All-electron Dirac Kohn-Sham calculations with Quantum ESPRESSO ld1.x 7.5: PBE, spin-unpolarised, spherical densities, point nucleus. Up to one electron is removed from the 5d sub-shell of a neutral mercury atom (Z = 80), shared 0.4 to 0.6 between 5d3/2 and 5d5/2. The emptied level eigenvalue and mean radius are 5d averages with these weights.

## Numerical check

```python
# Table: ld1.x all-electron Dirac Kohn-Sham PBE, spin-unpolarised spherical Hg; x electrons removed from 5d (j average).
# Tested: Janak's theorem, curvature model -(U/2)x(1-x) with U from eigenvalues only, Slater transition state,
# and rivals: U = bare F0, U proportional to 1/r or F0; rough relaxation budget from further output.
T = {
    'electrons_removed': [0.0, 0.1, 0.2, 0.3, 0.4, 0.5, 0.6, 0.7, 0.8, 0.9, 1.0],  # electrons
    'energy_change': [0.0, 1.0432, 2.1951, 3.4577, 4.8328, 6.322, 7.9271, 9.6498, 11.492, 13.454, 15.538],  # eV
    'emptied_level_eigenvalue': [-9.8941, -10.972, -12.069, -13.185, -14.319, -15.469, -16.636, -17.82, -19.018, -20.232, -21.46],  # eV
    'emptied_level_mean_radius': [1.502, 1.495, 1.487, 1.48, 1.474, 1.467, 1.46, 1.454, 1.448, 1.442, 1.436],  # bohr
    'off_line': [0.0, -0.511, -0.913, -1.204, -1.383, -1.447, -1.396, -1.227, -0.939, -0.531, 0.0],  # eV
}
import numpy as np
from scipy.interpolate import CubicSpline
from scipy.optimize import brentq
from scipy.constants import physical_constants as pc
Ha = pc['Hartree energy in eV'][0]
x, E, eps, r, off = (np.array(T[k], float) for k in ('electrons_removed', 'energy_change',
    'emptied_level_eigenvalue', 'emptied_level_mean_radius', 'off_line'))
f = -eps; I = E[-1]; m = 5
jan = CubicSpline(x, f).antiderivative()(x) - E
floor = np.where(E >= 10, 5e-4, 5e-5) + 5e-4 * x
Ubar = f[-1] - f[0]
q = -0.5 * Ubar * x * (1 - x)
p2 = np.poly1d(np.polyfit(x, f, 2)); p3 = np.poly1d(np.polyfit(x, f, 3))
g = p2.integ(); c = g(x) - x * g(1.0)
U = p3.deriv()(x)
print('x | Janak int-E, floor (meV) | off_line, resid const U, resid linear U (eV) | U (eV) | U*r')
for i in range(len(x)):
    print(f'{x[i]:.1f} | {1e3*jan[i]:+.2f} {1e3*floor[i]:.2f} | {off[i]:+.3f} {off[i]-q[i]:+.4f} {off[i]-c[i]:+.4f} | {U[i]:.2f} | {U[i]*r[i]:.2f}')
print(f'worst Janak residual {1e3*abs(jan).max():.2f} meV at x={x[abs(jan).argmax()]:.1f}')
print(f'off_line floor ~0.001 eV; worst const U {abs(off-q).max():.4f} at x={x[abs(off-q).argmax()]:.1f}, linear U {abs(off-c).max():.4f} eV')
print(f'eigenvalue fit max resid: line {abs(f-np.polyval(np.polyfit(x,f,1),x)).max():.4f}, quadr {abs(f-p2(x)).max():.4f}, cubic {abs(f-p3(x)).max():.4f} eV (floor 0.0005)')
print(f'mean U = {Ubar:.3f} eV; U/8 = {Ubar/8:.3f}; U/2 = {Ubar/2:.3f}; depth/E(1) = {100*abs(off[m])/I:.1f} %')
U1 = 2 * p2[2]; U2 = 6 * p3[3]
print(f"mean U' = {U1:.3f} eV; U' at x=0, 1: {p3.deriv(2)(0):.2f}, {p3.deriv(2)(1):.2f}; U'' = {U2:.2f} eV")
print(f'deepest point where -eps = E(1): x = {brentq(lambda t: p3(t)-I, 0.2, 0.8):.4f}')
print(f'E(1) = {I:.3f} eV; -eps(0)-E(1) = {f[0]-I:+.3f} ({100*(f[0]/I-1):+.1f} %); -eps(1)-E(1) = {f[-1]-I:+.3f} ({100*(f[-1]/I-1):+.1f} %)')
print(f"Slater -eps(0.5)-E(1) = {f[m]-I:+.3f} eV ({100*(f[m]/I-1):+.2f} %); model -U'/24 = {-U1/24:+.3f}")
print(f"mean of ends - E(1) = {(f[0]+f[-1])/2-I:+.3f} eV; model U'/12 = {U1/12:+.3f}; Simpson {(f[0]+4*f[m]+f[-1])/6-I:+.4f}")
print(f'two half holes vs one whole hole: 2E(0.5)-E(1) = {2*E[m]-I:+.3f} eV; -U/4 = {-Ubar/4:+.3f}')
print(f'x 0->1: U {100*(U[-1]/U[0]-1):+.1f} %, 1/r {100*(r[0]/r[-1]-1):+.1f} %, r {100*(r[-1]/r[0]-1):+.1f} %; dlnU/dlnr = {np.polyfit(np.log(r),np.log(U),1)[0]:.2f} (rival: -1)')
# further output of the same calculation at x = 0.2 and 0.8 (hartree, bohr)
e3 = np.array([-0.4846, -0.7417]); e5 = np.array([-0.4162, -0.6704]); e6 = np.array([-0.3137, -0.5144])
F55 = np.array([0.60099, 0.61685]); F35 = np.array([0.61399, 0.62878]); F33 = 2 * F35 - F55  # F33 extrapolated
S5 = np.array([0.40995, 0.43011]); S3 = np.array([0.41346, 0.43344]); r6 = np.array([2.6354, 2.485])
j = [2, 8]; dx = x[8] - x[2]
F = (0.36 * F55 + 0.48 * F35 + 0.16 * F33) * Ha; S = (0.6 * S5 + 0.4 * S3) * Ha
print('further output, x = 0.2 and 0.8 (eV):')
print(' 0.4/0.6 j average minus table eigenvalue', np.round((0.4*e3+0.6*e5)*Ha - eps[j], 3), '(floor ~0.002)')
print(' 5d spin-orbit splitting', np.round((e5-e3)*Ha, 2), '; 6s above 5d5/2 by', np.round((e6-e5)*Ha, 2))
print(' bare F0(5d,5d)', np.round(F, 2), '; U', np.round(U[j], 2), '; U/F0', np.round(U[j]/F, 3), '; F0-U', np.round(F-U[j], 2))
print(f' growth 0.2->0.8: U {100*(U[8]/U[2]-1):+.1f} % ({U[8]-U[2]:+.2f} eV), F0 {100*(F[1]/F[0]-1):+.1f} % ({F[1]-F[0]:+.2f} eV), 1/r {100*(r[2]/r[8]-1):+.1f} %')
print(f' mean radius change: 6s {100*(r6[1]/r6[0]-1):+.1f} %, 5d {100*(r[8]/r[2]-1):+.1f} %')
Um = (f[8] - f[2]) / dx; n = 10 - 0.5 * (x[2] + x[8])
sd = 0.5 * n * (F[1] - F[0]) / dx; ss = 2 * (S[1] - S[0]) / dx
print(f' rough budget: F0 {F.mean():.2f} - 5d relax {sd:.1f} - 6s relax {ss:.1f} = {F.mean()-sd-ss:.1f}; table U {Um:.2f}; left {Um-(F.mean()-sd-ss):+.1f}')
print(f' 6s level slope {-(e6[1]-e6[0])*Ha/dx:.2f} eV per electron vs 5d {Um:.2f}')
assert np.all(off[1:-1] < 0) and np.all(np.diff(E, 2) > 0)
assert abs(jan).max() < 0.005
assert f[0] < f[m] < I < f[-1] and np.all(np.diff(f, 2) > 0)
assert np.all(U[j] < F) and np.all(e6 > e5)
```

Running it gives:

```
x | Janak int-E, floor (meV) | off_line, resid const U, resid linear U (eV) | U (eV) | U*r
0.0 | +0.00 0.05 | +0.000 +0.0000 +0.0000 | 10.69 | 16.05
0.1 | -0.05 0.10 | -0.511 +0.0095 -0.0002 | 10.88 | 16.26
0.2 | -0.06 0.15 | -0.913 +0.0123 -0.0005 | 11.07 | 16.45
0.3 | -0.12 0.20 | -1.204 +0.0104 -0.0005 | 11.25 | 16.64
0.4 | -0.16 0.25 | -1.383 +0.0049 -0.0009 | 11.42 | 16.83
0.5 | -0.09 0.30 | -1.447 -0.0013 -0.0004 | 11.59 | 17.00
0.6 | -0.09 0.35 | -1.396 -0.0081 -0.0006 | 11.75 | 17.16
0.7 | -0.12 0.40 | -1.227 -0.0126 -0.0002 | 11.91 | 17.32
0.8 | -0.54 0.90 | -0.939 -0.0137 +0.0001 | 12.06 | 17.47
0.9 | -0.17 0.95 | -0.531 -0.0105 -0.0002 | 12.21 | 17.60
1.0 | +0.33 1.00 | +0.000 +0.0000 +0.0000 | 12.35 | 17.73
worst Janak residual 0.54 meV at x=0.8
off_line floor ~0.001 eV; worst const U 0.0137 at x=0.8, linear U 0.0009 eV
eigenvalue fit max resid: line 0.1284, quadr 0.0037, cubic 0.0006 eV (floor 0.0005)
mean U = 11.566 eV; U/8 = 1.446; U/2 = 5.783; depth/E(1) = 9.3 %
mean U' = 1.663 eV; U' at x=0, 1: 1.96, 1.37; U'' = -0.59 eV
deepest point where -eps = E(1): x = 0.5059
E(1) = 15.538 eV; -eps(0)-E(1) = -5.644 (-36.3 %); -eps(1)-E(1) = +5.922 (+38.1 %)
Slater -eps(0.5)-E(1) = -0.069 eV (-0.44 %); model -U'/24 = -0.069
mean of ends - E(1) = +0.139 eV; model U'/12 = +0.139; Simpson +0.0003
two half holes vs one whole hole: 2E(0.5)-E(1) = -2.894 eV; -U/4 = -2.891
x 0->1: U +15.6 %, 1/r +4.6 %, r -4.4 %; dlnU/dlnr = -3.22 (rival: -1)
further output, x = 0.2 and 0.8 (eV):
 0.4/0.6 j average minus table eigenvalue [-0.001 -0.001] (floor ~0.002)
 5d spin-orbit splitting [1.86 1.94] ; 6s above 5d5/2 by [2.79 4.24]
 bare F0(5d,5d) [16.64 17.05] ; U [11.07 12.06] ; U/F0 [0.665 0.708] ; F0-U [5.57 4.98]
 growth 0.2->0.8: U +9.0 % (+1.00 eV), F0 +2.5 % (+0.41 eV), 1/r +2.7 %
 mean radius change: 6s -5.7 %, 5d -2.6 %
 rough budget: F0 16.84 - 5d relax 3.2 - 6s relax 1.8 = 11.8; table U 11.58; left -0.2
 6s level slope 9.10 eV per electron vs 5d 11.58
```
